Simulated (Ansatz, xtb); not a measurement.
# Relative energy of two isomers of C3H8Si

We compare I, `C/C=C/[SiH3]`, a singlet, with II, `C=C[SiH2]C`, a singlet. Both are isolated molecules in the gas phase, relaxed with PBE-D3(BJ)/def2-SVP, each in the lowest conformer that the search found.

**Question.** Estimate which is lower in electronic energy at CCSD(T)/def2-SVP + ΔMP2/def2-TZVPP, and by roughly how much.

**Answer.** The CCSD(T)/def2-SVP + ΔMP2/def2-TZVPP calculation puts structure II lower, by 6.4 kcal/mol.

Level by level:

```csv
level,geometry,E(II) − E(I) (kcal/mol),departure from the last row (kcal/mol),"job, with rough time for the two"
GFN2-xTB,GFN2-xTB,+9.9,+16.3,"optimisation, 1.1 s"
HF/STO-3G,GFN2-xTB,−5.7,+0.7,"single point, 1.1 s"
r2SCAN-D4/def2-SVP,GFN2-xTB,−4.7,+1.7,"single point, 6.6 s"
PBE-D3(BJ)/def2-SVP,PBE-D3(BJ)/def2-SVP,−4.0,+2.4,"optimisation, 53 s"
HF/def2-SVP,PBE-D3(BJ)/def2-SVP,−4.0,+2.4,part of the CCSD(T) run
MP2/def2-SVP,PBE-D3(BJ)/def2-SVP,−3.9,+2.5,part of the CCSD(T) run
CCSD(T)/def2-SVP,PBE-D3(BJ)/def2-SVP,−3.7,+2.7,single point
CCSD(T)/def2-SVP + ΔMP2/def2-TZVPP,PBE-D3(BJ)/def2-SVP,−6.4,,"single point, 53 s"
```

As drawn, II has 1 C–Si, 1 C–H in place of 1 C–C, 1 Si–H.

GFN2-xTB puts the two in the other order. The largest departure from CCSD(T)/def2-SVP + ΔMP2/def2-TZVPP is that of GFN2-xTB, 16.3 kcal/mol. The last row adds to CCSD(T) the change of the MP2 difference between the two basis sets, here −2.7 kcal/mol.

With harmonic frequencies from PBE-D3(BJ)/def2-SVP (ideal gas, rigid rotor, one conformer each, 600 K, 1 atm): the zero-point term adds +0.7 kcal/mol; ΔH is −5.5 and ΔG −6.1 kcal/mol.

The correlated steps freeze 8 core orbitals. Programs: Ansatz 0.2.0, xtb 6.7.1; the last row on 2 threads of AMD EPYC (Zen 3) on a shared host.

Methylvinylsilane (II) lies below (E)-1-propenylsilane (I) because moving the methyl group from carbon to silicon trades a C–C and a weak Si–H bond for a C–Si and a strong C–H bond. The polarity of the Si–C bond helps, with electropositive silicon bound to a second carbon. This gain outweighs the loss of the alkyl-substituted double bond in I, which hyperconjugation favours. The vinyl–silicon link is common to both isomers and should largely cancel.

HF, MP2 and CCSD(T) nearly coincide in the small basis, so correlation contributes little to the net difference there. Basis enlargement matters more, probably through better polarisation around silicon. The close HF/STO-3G value therefore looks like error cancellation. GFN2-xTB's reversed order probably reflects an imbalance in its parametrised bond energies rather than poor structures, since r2SCAN-D4 at the same geometries favours II. The zero-point term opposes the preference, as expected when a soft Si–H bond is replaced by a stiffer C–H bond, but is too small to overturn it. The ordering is thermodynamic and says nothing about how readily the isomers interconvert.
